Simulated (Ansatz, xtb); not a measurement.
## Ligand exchange: SeH(CH3) + C2H6O2Si → SiH3(SeH) + C3H6O2

Gas-phase species: SeH(CH3), singlet; C2H6O2Si `CC(=O)O[SiH3]`, singlet; SiH3(SeH), singlet; C3H6O2 (methyl acetate) `COC(C)=O`, singlet. The partners trade CH3 for SiH3: Se–CH3 and O–SiH3 bonds give way to Se–SiH3 and O–CH3.

Shapes, held fixed at every level: PBE0-D4/def2-TZVP. Flexible molecules stand in one conformer, not always the lowest. Programs: Ansatz 0.2.0, xtb 6.7.1. The zero-point and thermal change to 298 K, harmonic and unscaled (PBE0-D4/def2-TZVP), is +2.2 kJ/mol.

```tsv
level	kind	ΔH(298 K) (kJ/mol)	less CCSD(T)/def2-TZVPP
GFN1-xTB	semi-empirical	+79.9	+18.3
B3LYP-D4/def2-TZVPP	global hybrid	+57.7	-3.9
BHLYP-D4/def2-TZVPP	global hybrid	+59.6	-2.0
r2SCAN0-D4/def2-TZVPP	global hybrid	+54.0	-7.6
wB97X-V/def2-TZVPP	range-separated hybrid	+55.5	-6.1
B2PLYP/def2-TZVPP	double hybrid	+60.4	-1.2
CCSD(T)/def2-SVP	coupled cluster or CI	+43.3	-18.3
CCSD/def2-TZVPP	coupled cluster or CI	+62.1	+0.5
CCSD(T)/def2-TZVPP	coupled cluster or CI	+61.6	0.0
```

The highest level, CCSD(T)/def2-TZVPP, gives ΔH(298 K) = +61.6 kJ/mol; the levels span +43.3 to +79.9. The column of differences is taken from that level and isn't an error. No measured value is set beside it here. Relativity is left out for Se. Outer-core shells of Se are correlated, in sets that cover them unevenly.

Every level makes the exchange endothermic, so silicon prefers to stay on the acetate oxygen and methyl on selenium. The main reason is the strength of the Si–O bond: silicon is much more electropositive than carbon, and its bond to small, electronegative oxygen gains a large ionic contribution, with some donation from oxygen lone pairs into Si–X σ* orbitals. Selenium is far less electronegative and its orbitals are more diffuse, so replacing carbon by silicon there recovers too little to pay for the lost Si–O bond.

The triples correction hardly matters, as CCSD gives +62.1 and CCSD(T) +61.6 kJ/mol in the same basis. The step from def2-SVP to def2-TZVPP moves the coupled-cluster value far more, probably because the small basis describes polarisation and correlation around the Si–O bond poorly. The direction of the exchange is therefore well supported, whereas its exact size depends more on the basis than on the triples, and no larger set shows how much of that dependence remains.
